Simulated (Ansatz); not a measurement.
**K3TaO3 polymorphs, one row open**

These are results of Ansatz, DFT PBE, scalar-relativistic, plane waves, PAW, not measurements. All cells share a 420 eV cutoff and Γ-centred k meshes spaced about 0.3 Å⁻¹ or finer (0.25 for metals, 2π included). No spin polarisation.

These are static total energies at zero pressure. Rows are sorted by volume; energies count from the lowest form computed. Coordination counts O atoms around K and Ta (those within 1.25 times the shortest such distance or 1.15 times the sum of covalent radii, 1.27 where that leaves under three; a plus sign parts nearer from farther groups; the shortest distance is added where it exceeds 1.18 times the sum of covalent radii; a slash parts the counts of unlike sites).

| row | form | source | atoms | coordination | V (Å³/atom) | gap on mesh (eV) | ΔE (meV/atom) |
| --- | --- | --- | --- | --- | --- | --- | --- |
| 1 | Cmcm | invented | 14 | K 4+1/5, Ta 3 | 23.0 | 1.83 | 3 |
| 2 | P6_3/mmc | invented | 14 | K 2+2, Ta 3 | 24.6 | 1.57 | 0 |
| 3 | R3m | invented | 7 | K 3, Ta 3 | 26.5 | 1.19 | 63 |
| 4 | P4mm | invented | 7 | K 4/1+8 from 5.1 Å, Ta 1+4 | 29.0 | 0 | 12 |
| 5 | P6_3/mcm | invented | 14 | K 2+2, Ta 6 | 33.7 | 0 | ? |

The cell of row 5:

```yaml
crystal:
  lattice:
    - [10.24869, 0.00000, 0.00000]
    - [-5.12434, 8.87563, 0.00000]
    - [0.00000, 0.00000, 5.19064]
  atoms:
    - { symbol: K, position: [0.00000, 0.68378, 0.25000] }
    - { symbol: K, position: [0.31622, 0.00000, 0.75000] }
    - { symbol: K, position: [0.31622, 0.31622, 0.25000] }
    - { symbol: K, position: [0.68378, 0.68378, 0.75000] }
    - { symbol: K, position: [0.00000, 0.31622, 0.75000] }
    - { symbol: K, position: [0.68378, 0.00000, 0.25000] }
    - { symbol: Ta, position: [0.00000, 0.00000, 0.00000] }
    - { symbol: Ta, position: [0.00000, 0.00000, 0.50000] }
    - { symbol: O, position: [0.84291, 0.00000, 0.75000] }
    - { symbol: O, position: [0.15709, 0.15709, 0.75000] }
    - { symbol: O, position: [0.84291, 0.84291, 0.25000] }
    - { symbol: O, position: [0.00000, 0.15709, 0.25000] }
    - { symbol: O, position: [0.15709, 0.00000, 0.25000] }
    - { symbol: O, position: [0.00000, 0.84291, 0.75000] }
```

Q: Estimate the missing energy, and say where the row ranks.

A: 90 meV/atom, which puts it above row 3, the highest in the table. Counting O atoms around K and Ta, row 5 has K 2+2, Ta 6 and the lowest form (row 2) has K 2+2, Ta 3.

An observed structure of this formula, if there is one, may be missing.

The k mesh leaves some 4 meV/atom of noise in the energy of each metallic cell. Spin–orbit coupling, which can matter for Ta, is left out. Kohn–Sham gaps at this level usually fall short of measured ones. Cells relaxed within their symmetry can be saddle points. Some structure types and database cells were kept out of the candidates from the start, so a known form may be missing.

The three forms with three-coordinate Ta have gaps, while the two with higher Ta coordination are metallic. With K⁺ and O²⁻, the formula gives d² Ta(III). A trigonal oxygen field can set one d level below the rest, and the electron pair probably fills it, although the pairing is imposed here. In the octahedra of row 5, the same two electrons only partly fill the t2g-derived bands, which fits a metal.

Row 4 probably has a different origin. One kind of K has no oxygen within bonding distance, which suggests potassium-like metallic regions beside a more oxidised tantalate, so Ta(III) may be a poor label there. Its energy, only 12 meV/atom above the lowest form, hints that separation into potassium and KTaO3 could compete.

Energy does not simply rise with volume, as row 4 lies well below the denser row 3. Rows 1 and 2 are too close for a secure order. The ranking compares polymorphs only and does not show that any of them would resist decomposition.
